**Which orbitals of Nd²⁺ are not screened hydrogenic, and why 4f is the exception**

The table holds orbital energies and radial moments of all occupied orbitals of Nd²⁺ ([Xe] 4f⁴) from Dirac-Coulomb Hartree-Fock at the basis limit, averaged over the configuration and without correlation. The program compares charge-free shape ratios with hydrogenic values, fits the ratio of the effective charges from energy and from size as a line in $\ln\langle r\rangle$, and splits outer orbital energies with the small-component weights of the same run. The 4f rows are 18 % wider in $\langle r^2\rangle/\langle r\rangle^2$ than hydrogenic, against at most 3.1 % elsewhere, and are bound by 0.43 of what the line fitted without them gives; 4d and 3d break it mildly, and two other shape ratios miss by 11 to 22 % for 5s and 5p. The 4f level is 6 % of its kinetic energy, of which at least 69 % is centrifugal, while repulsion within the 4f shell is 4.4 % of the repulsion it feels.

Occupied orbitals of Nd²⁺ (Z = 60, [Xe] 4f⁴), calculated with B-spline radial code 1 for a spherical atom at the basis-set limit. The method is Dirac-Coulomb Hartree-Fock, averaged over the configuration of nl shells, with a Fermi nucleus. r_max is the radius where the radial probability density peaks.

## Script

```python
# Table: orbital energies and radial moments of Nd2+ [Xe]4f4, B-spline radial code, Dirac-Coulomb
# Hartree-Fock, nl average, Fermi nucleus. Tested: hydrogenic shape ratios (no parameter), smooth
# binding-versus-size line, kinetic/potential cancellation, and 4f-4f repulsion as rival cause.
T = {
    'orbital': ['1s1/2', '2s1/2', '2p1/2', '2p3/2', '3s1/2', '3p1/2', '3p3/2', '3d3/2', '3d5/2', '4s1/2', '4p1/2', '4p3/2', '4d3/2', '4d5/2', '5s1/2', '5p1/2', '5p3/2', '4f5/2', '4f7/2'],
    'n': [1, 2, 2, 2, 3, 3, 3, 3, 3, 4, 4, 4, 4, 4, 5, 5, 5, 4, 4],
    'l': [0, 0, 1, 1, 0, 1, 1, 2, 2, 0, 1, 1, 2, 2, 0, 1, 1, 3, 3],
    'nl_electrons': [2, 2, 6, 6, 2, 6, 6, 10, 10, 2, 6, 6, 10, 10, 2, 6, 6, 4, 4],
    'e': [-43835, -7211.7, -6805.6, -6283.9, -1622.1, -1448.1, -1341.6, -1042.5, -1019.8, -353.58, -285.78, -262.53, -149.41, -145.24, -63.105, -42.642, -39.377, -22.701, -22.323],  # eV
    'r': [0.023625, 0.10038, 0.084311, 0.09068, 0.26487, 0.25499, 0.26715, 0.23889, 0.24271, 0.60741, 0.6249, 0.65131, 0.70334, 0.7134, 1.4986, 1.674, 1.7561, 1.023, 1.0347],  # bohr
    'r_max': [0.0151, 0.08556, 0.06516, 0.07057, 0.2433, 0.2306, 0.2421, 0.1941, 0.1974, 0.5651, 0.5735, 0.5974, 0.6153, 0.6236, 1.336, 1.46, 1.529, 0.668, 0.6735],  # bohr
    'inv_r': [66.044, 15.653, 15.593, 14.025, 5.6892, 5.5914, 5.202, 5.0572, 4.9586, 2.3365, 2.229, 2.1069, 1.8794, 1.847, 0.87553, 0.77694, 0.73439, 1.2932, 1.2803],  # 1/bohr
    'r2': [0.0007597, 0.01195, 0.008771, 0.01002, 0.0803, 0.07558, 0.08277, 0.06723, 0.06926, 0.4159, 0.4437, 0.4819, 0.5737, 0.59, 2.522, 3.169, 3.487, 1.373, 1.407],  # bohr²
}
import numpy as np
from scipy.constants import alpha, physical_constants as pc
from scipy.special import eval_genlaguerre as L
Ha = pc['Hartree energy in eV'][0]; c = 1/alpha; Z = 60
o = [str(s) for s in T['orbital']]; ix = {s: i for i, s in enumerate(o)}
n, l, N, e, r, rm, ir, r2 = [np.array(T[k], float) for k in ('n', 'l', 'nl_electrons', 'e', 'r', 'r_max', 'inv_r', 'r2')]
# typed from further outputs of the same run: small-component weights (row order), totals, F0 and IE
w = np.array([0.049538, 0.01084832, 0.01084499, 0.01015427, 0.003385171, 0.003313825, 0.0031278,
              0.002988683, 0.002933523, 0.001024402, 0.0009541337, 0.0008972932, 0.0007400592,
              0.0007227478, 0.0002011278, 0.0001625615, 0.0001479482, 0.0003859793, 0.0003797475])
Etot, Ekin, Fff, Fpf, IE, IEtab = -9624.602, 10377.97, 24.75362, 16.50052, 18.56907, 22.09
occ = N*(np.array([int(s[2]) for s in o])+1)/(4*l+2)
eh = -e/Ha; t = 2*c*c*w; f = l == 3; ll = l*(l+1)
hr = (3*n*n-ll)/2; hr2 = n*n*(5*n*n+1-3*ll)/2
x = np.linspace(1e-3, 80, 80000)
hm = np.array([x[np.argmax((x**(b+1)*np.exp(-x/a)*L(int(a-b-1), 2*b+1, 2*x/a))**2)] for a, b in zip(n, l)])
A, B, C = r2/r**2, r*ir, r/rm
dA, dB, dC = 100*(A/(hr2/hr**2)-1), 100*(B/(hr/n**2)-1), 100*(C/(hr/hm)-1)
Zr, Ze = hr/r, n*np.sqrt(2*eh); q = Ze/Zr
p = np.polyfit(np.log(r[~f]), q[~f], 1); qf = np.polyval(p, np.log(r)); ep = (qf*Zr/n)**2/2*Ha
pa = np.polyfit(np.log(r), q, 1); ra = q-np.polyval(pa, np.log(r))
print('A=<r2>/<r>^2, B=<r><1/r>, C=<r>/rmax; d = % off nonrel. hydrogenic; q=Ze/Zr; t=2c^2w')
print('orb       A  A_hyd   dA%   dB%   dC%    Zr    Ze     q  q-fit |e|/fit |e|/t')
for i, s in enumerate(o):
    print(f'{s} {A[i]:.3f} {hr2[i]/hr[i]**2:.3f} {dA[i]:+6.1f}{dB[i]:+6.1f}{dC[i]:+6.1f}{Zr[i]:6.1f}{Ze[i]:6.1f} {q[i]:.3f} {q[i]-qf[i]:+.3f} {-e[i]/ep[i]:.2f} {eh[i]/t[i]:.3f}')
fl = 100*(0.5*10**(np.floor(np.log10(r2))-3)/r2+10**(np.floor(np.log10(r))-4)/r)
print(f'rounding floor on A: max {fl.max():.3f} %, 4f {fl[f].max():.3f} %')
wr = lambda d: (lambda k: f'{o[k]} {d[k]:+.3g}')(np.argmax(np.where(f, 0, abs(d))))
print('worst non-4f: dA', wr(dA), '| dB', wr(dB), '| dC', wr(dC), '| q-fit', wr(q-qf))
g = np.sqrt(1-(Z*alpha)**2)
print(f'1s Dirac bare point Z=60: A {(2*g+2)/(2*g+1):.3f}, C {1+1/(2*g):.3f} (table {C[0]:.3f}), <r> {(2*g+1)/(2*Z):.5f} bohr')
print(f'fit without 4f: q={p[1]:.3f}{p[0]:+.3f} ln<r>, rms {np.std((q-qf)[~f]):.3f}; 4f predicted |e|', ep[f].round(1), 'eV, short by', (ep+e)[f].round(1))
print(f'fit all rows: q={pa[1]:.3f}{pa[0]:+.3f} ln<r>, rms {ra.std():.3f}; 4f residual', ra[f].round(3), 'worst other', wr(ra))
for a, b in (('3d3/2', '3s1/2'), ('4d3/2', '4s1/2'), ('4f5/2', '4s1/2'), ('4f5/2', '4d3/2'), ('4f5/2', '5s1/2'), ('4f7/2', '5p3/2')):
    i, k = ix[a], ix[b]
    print(f'{a}/{b}: <r> {r[i]/r[k]:.3f} (equal-Z hyd {hr[i]/hr[k]:.3f}), rmax {rm[i]/rm[k]:.3f}, |e| {e[i]/e[k]:.3f}')
print('nodeless (n/rmax, sqrt(2|e|) per bohr, ratio):', '; '.join(f'{o[i]} {n[i]/rm[i]:.2f} {Ze[i]/n[i]:.2f} {n[i]**2/rm[i]/Ze[i]:.2f}' for i in (ix['1s1/2'], ix['2p3/2'], ix['3d5/2'], ix['4f7/2'])))
S = (occ*t).sum()
print(f'virial: sum occ*t {S:.1f} Ha vs -Etot {-Etot:.1f} ({100*(S/-Etot-1):+.3f} %), vs Dirac kinetic {100*(S/Ekin-1):+.1f} %')
u = -eh-t+Z*ir
print('outer rows, hartree: e, t, -Z<1/r>, repulsion u=e-t+Z<1/r>, u/<1/r>, min centrifugal, its % of t')
for s in ('4d5/2', '5s1/2', '5p3/2', '4f5/2', '4f7/2'):
    i = ix[s]; cf = ll[i]*ir[i]**2/2
    print(f'{s} {-eh[i]:.2f} {t[i]:.2f} {-Z*ir[i]:.1f} {u[i]:.1f} {u[i]/ir[i]:.1f} {cf:.2f} {100*cf/t[i]:.0f}')
i, k = ix['4f5/2'], ix['5p3/2']
print(f'3F0(4f,4f) {3*Fff:.1f} eV = {300*Fff/(u[i]*Ha):.1f} % of u(4f) {u[i]*Ha:.0f} eV; 4F0(5p3/2,4f) {4*Fpf:.1f} eV; diff {3*Fff-4*Fpf:.1f} eV; e(4f5/2)-e(5p3/2) {e[i]-e[k]:.1f} eV')
pr = [i for i in range(len(o)-1) if n[i] == n[i+1] and l[i] == l[i+1]]
print('j pairs (split eV, <r> diff %):', '; '.join(f'{o[i][:2]} {e[i+1]-e[i]:.2f} {100*(r[i+1]/r[i]-1):.1f}' for i in pr))
k = ix['4f7/2']
print(f'-e(4f7/2) {-e[k]:.2f} eV: minus energy-difference IE {-e[k]-IE:.2f}, minus tabulated {-e[k]-IEtab:.2f}; IE-tab {IE-IEtab:.2f}')
assert dA[f].min() > 3*abs(dA[~f]).max()
assert r[f].max() < r[n == 5].min() and e[f].min() > e[~f].max()
assert abs(S/-Etot-1) < 1e-3
assert (eh/t)[f].max() < 0.5*(eh/t)[~f].min()
```

Printed output:

```
A=<r2>/<r>^2, B=<r><1/r>, C=<r>/rmax; d = % off nonrel. hydrogenic; q=Ze/Zr; t=2c^2w
orb       A  A_hyd   dA%   dB%   dC%    Zr    Ze     q  q-fit |e|/fit |e|/t
1s1/2 1.361 1.333   +2.1  +4.0  +4.3  63.5  56.8 0.894 -0.019 0.96 0.866
2s1/2 1.186 1.167   +1.7  +4.7  +2.4  59.8  46.0 0.770 +0.035 1.10 0.650
2p1/2 1.234 1.200   +2.8  +5.2  +3.5  59.3  44.7 0.754 -0.002 0.99 0.614
2p3/2 1.219 1.200   +1.5  +1.7  +2.8  55.1  43.0 0.780 +0.032 1.09 0.606
3s1/2 1.145 1.136   +0.8  +0.5  +5.4  51.0  32.8 0.643 +0.027 1.09 0.469
3p1/2 1.162 1.152   +0.9  +2.7  +6.2  49.0  30.9 0.631 +0.011 1.04 0.428
3p3/2 1.160 1.152   +0.7  +0.1  +5.9  46.8  29.8 0.637 +0.022 1.07 0.420
3d3/2 1.178 1.143   +3.1  +3.6  +5.5  44.0  26.3 0.597 -0.031 0.90 0.341
3d5/2 1.176 1.143   +2.9  +3.2  +5.4  43.3  26.0 0.600 -0.026 0.92 0.340
4s1/2 1.127 1.125   +0.2  -5.4 +10.3  39.5  20.4 0.516 +0.002 1.01 0.338
4p1/2 1.136 1.134   +0.2  -3.1 +11.7  36.8  18.3 0.498 -0.012 0.95 0.293
4p3/2 1.136 1.134   +0.2  -4.5 +11.8  35.3  17.6 0.498 -0.008 0.97 0.286
4d3/2 1.160 1.143   +1.5  +0.7 +15.5  29.9  13.3 0.444 -0.052 0.80 0.198
4d5/2 1.159 1.143   +1.4  +0.4 +15.5  29.4  13.1 0.444 -0.050 0.81 0.197
5s1/2 1.123 1.120   +0.3 -12.5 +19.4  25.0  10.8 0.430 +0.028 1.14 0.307
5p1/2 1.131 1.126   +0.4 -10.9 +22.2  21.8   8.9 0.406 +0.017 1.09 0.257
5p3/2 1.131 1.126   +0.4 -11.7 +22.4  20.8   8.5 0.409 +0.026 1.14 0.260
4f5/2 1.312 1.111  +18.1 +17.6 +36.1  17.6   5.2 0.294 -0.156 0.43 0.058
4f7/2 1.314 1.111  +18.3 +17.8 +36.6  17.4   5.1 0.295 -0.154 0.43 0.058
rounding floor on A: max 0.052 %, 4f 0.046 %
worst non-4f: dA 3d3/2 +3.08 | dB 5s1/2 -12.5 | dC 5p3/2 +22.4 | q-fit 4d3/2 -0.0517
1s Dirac bare point Z=60: A 1.357, C 1.556 (table 1.565), <r> 0.02332 bohr
fit without 4f: q=0.452-0.123 ln<r>, rms 0.027; 4f predicted |e| [53.2 51.7] eV, short by [30.5 29.4]
fit all rows: q=0.424-0.136 ln<r>, rms 0.052; 4f residual [-0.127 -0.125] worst other 5p3/2 +0.0616
3d3/2/3s1/2: <r> 0.902 (equal-Z hyd 0.778), rmax 0.798, |e| 0.643
4d3/2/4s1/2: <r> 1.158 (equal-Z hyd 0.875), rmax 1.089, |e| 0.423
4f5/2/4s1/2: <r> 1.684 (equal-Z hyd 0.750), rmax 1.182, |e| 0.064
4f5/2/4d3/2: <r> 1.454 (equal-Z hyd 0.857), rmax 1.086, |e| 0.152
4f5/2/5s1/2: <r> 0.683 (equal-Z hyd 0.480), rmax 0.500, |e| 0.360
4f7/2/5p3/2: <r> 0.589 (equal-Z hyd 0.493), rmax 0.440, |e| 0.567
nodeless (n/rmax, sqrt(2|e|) per bohr, ratio): 1s1/2 66.23 56.76 1.17; 2p3/2 28.34 21.49 1.32; 3d5/2 15.20 8.66 1.76; 4f7/2 5.94 1.28 4.64
virial: sum occ*t 9623.7 Ha vs -Etot 9624.6 (-0.010 %), vs Dirac kinetic -7.3 %
outer rows, hartree: e, t, -Z<1/r>, repulsion u=e-t+Z<1/r>, u/<1/r>, min centrifugal, its % of t
4d5/2 -5.34 27.14 -110.8 78.3 42.4 10.23 38
5s1/2 -2.32 7.55 -52.5 42.7 48.7 0.00 0
5p3/2 -1.45 5.56 -44.1 37.1 50.5 0.54 10
4f5/2 -0.83 14.50 -77.6 62.3 48.1 10.03 69
4f7/2 -0.82 14.26 -76.8 61.7 48.2 9.84 69
3F0(4f,4f) 74.3 eV = 4.4 % of u(4f) 1694 eV; 4F0(5p3/2,4f) 66.0 eV; diff 8.3 eV; e(4f5/2)-e(5p3/2) 16.7 eV
j pairs (split eV, <r> diff %): 2p 521.70 7.6; 3p 106.50 4.8; 3d 22.70 1.6; 4p 23.25 4.2; 4d 4.17 1.4; 5p 3.27 4.9; 4f 0.38 1.1
-e(4f7/2) 22.32 eV: minus energy-difference IE 3.75, minus tabulated 0.23; IE-tab -3.52
```
